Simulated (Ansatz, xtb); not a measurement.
CH4NSn−: which of two isomers lies lower

Structure I: `[CH2]1[NH][SnH-]1`, a singlet. Structure II: `C=[N][SnH2-]`, a singlet. Both are isolated ions in the gas phase, relaxed with PBE0-D3(BJ)/def2-SVPD; the shapes shown needn't be the lowest conformers.

I (Å):

```yaml
atoms:
  - { symbol: C, position_ang: [-0.2057, 0.6736, 0.1732] }
  - { symbol: N, position_ang: [-0.9153, -0.5437, 0.4000] }
  - { symbol: Sn, position_ang: [-1.9634, 0.6009, -1.2323] }
  - { symbol: H, position_ang: [-0.4380, -1.3138, -0.0651] }
  - { symbol: H, position_ang: [0.7984, 0.6302, -0.2762] }
  - { symbol: H, position_ang: [-0.2617, 1.3947, 1.0013] }
  - { symbol: H, position_ang: [-0.8977, -0.1129, -2.5303] }
```

II (Å):

```xyz
7

C     0.7230    0.4957   -0.3569
N    -0.0132   -0.0824   -1.1945
Sn   -2.1903    0.1243   -1.1169
H     1.8386    0.4513   -0.4347
H     0.3539    1.0834    0.5208
H    -2.1692    0.7693    0.5830
H    -2.4066   -1.5678   -0.5387
```

Problem. Which of the two would you expect CCSD(T)/def2-SVPD + ΔMP2/def2-TZVPPD electronic energies to favour?

Solution. Too close to call at this level: CCSD(T)/def2-SVPD + ΔMP2/def2-TZVPPD gives E(II) − E(I) = −0.025 eV.

Level by level:

```tsv
level	geometry	E(II) − E(I) (eV)	departure from the last row (eV)	job, with rough time for the two
GFN2-xTB	GFN2-xTB	−0.482	−0.456	optimisation, 0.12 s
HF/STO-3G	GFN2-xTB	+0.031	+0.057	single point, 0.54 s
r2SCAN-D4/def2-SVPD	GFN2-xTB	+0.030	+0.055	single point, 3.4 s
PBE0-D3(BJ)/def2-SVPD	PBE0-D3(BJ)/def2-SVPD	−0.029	−0.004	optimisation, 50 s
HF/def2-SVPD	PBE0-D3(BJ)/def2-SVPD	−0.666	−0.641	part of the CCSD(T) run
MP2/def2-SVPD	PBE0-D3(BJ)/def2-SVPD	−0.020	+0.006	part of the CCSD(T) run
CCSD(T)/def2-SVPD	PBE0-D3(BJ)/def2-SVPD	−0.198	−0.173	single point
CCSD(T)/def2-SVPD + ΔMP2/def2-TZVPPD	PBE0-D3(BJ)/def2-SVPD	−0.025		single point, 29 s
```

As drawn, II has 1 C=N, 1 Sn–H in place of 1 C–N, 1 C–Sn, 1 N–H. Structure I has a 3-membered ring, II no ring.

The largest departure from CCSD(T)/def2-SVPD + ΔMP2/def2-TZVPPD is that of HF/def2-SVPD, 0.641 eV. The last row adds to CCSD(T) the change of the MP2 difference between the two basis sets, here +0.173 eV, a large step that makes the value less sure.

With harmonic frequencies from PBE0-D3(BJ)/def2-SVPD (ideal gas, rigid rotor, one conformer each, 298.15 K, 1 atm): on the last row, ΔE + ΔZPE = −0.190, ΔH = −0.170, ΔG = −0.214 eV.

The correlated steps freeze 6 core orbitals; the filled d shell of Sn is correlated, in a basis made for valence electrons. Atoms past krypton carry core potentials in the def2 sets, other sets are all-electron and non-relativistic, and no spin–orbit term is included. Run with Ansatz 0.2.0, xtb 6.7.1; the last row on 2 threads of Arm Neoverse V2 on a shared host.

The near-tie in electronic energy reflects a balance: II gains a C=N π bond and sheds the strain of the three-membered ring, but gives up C–Sn and N–H σ bonds for a single Sn–H bond. Correlation favours the ring. In the same basis and at the same geometries, the difference goes from −0.666 eV with HF to −0.198 eV with CCSD(T), probably because the compact ring brings more electron pairs close together. MP2 overshoots this shift, so its closeness to the final value comes from the higher-order correlation and basis-set changes nearly cancelling, not from convergence.

Vibrations tip the balance towards II. Exchanging a stiff N–H bond for a softer Sn–H bond and opening the ring lower the zero-point energy, and the floppier chain probably accounts for the further entropic gain. The result therefore supports a thermal leaning towards II, with ΔG = −0.214 eV, rather than a clear electronic preference. Whether I would persist depends on the barrier to ring opening and hydrogen transfer, which these energies do not give.
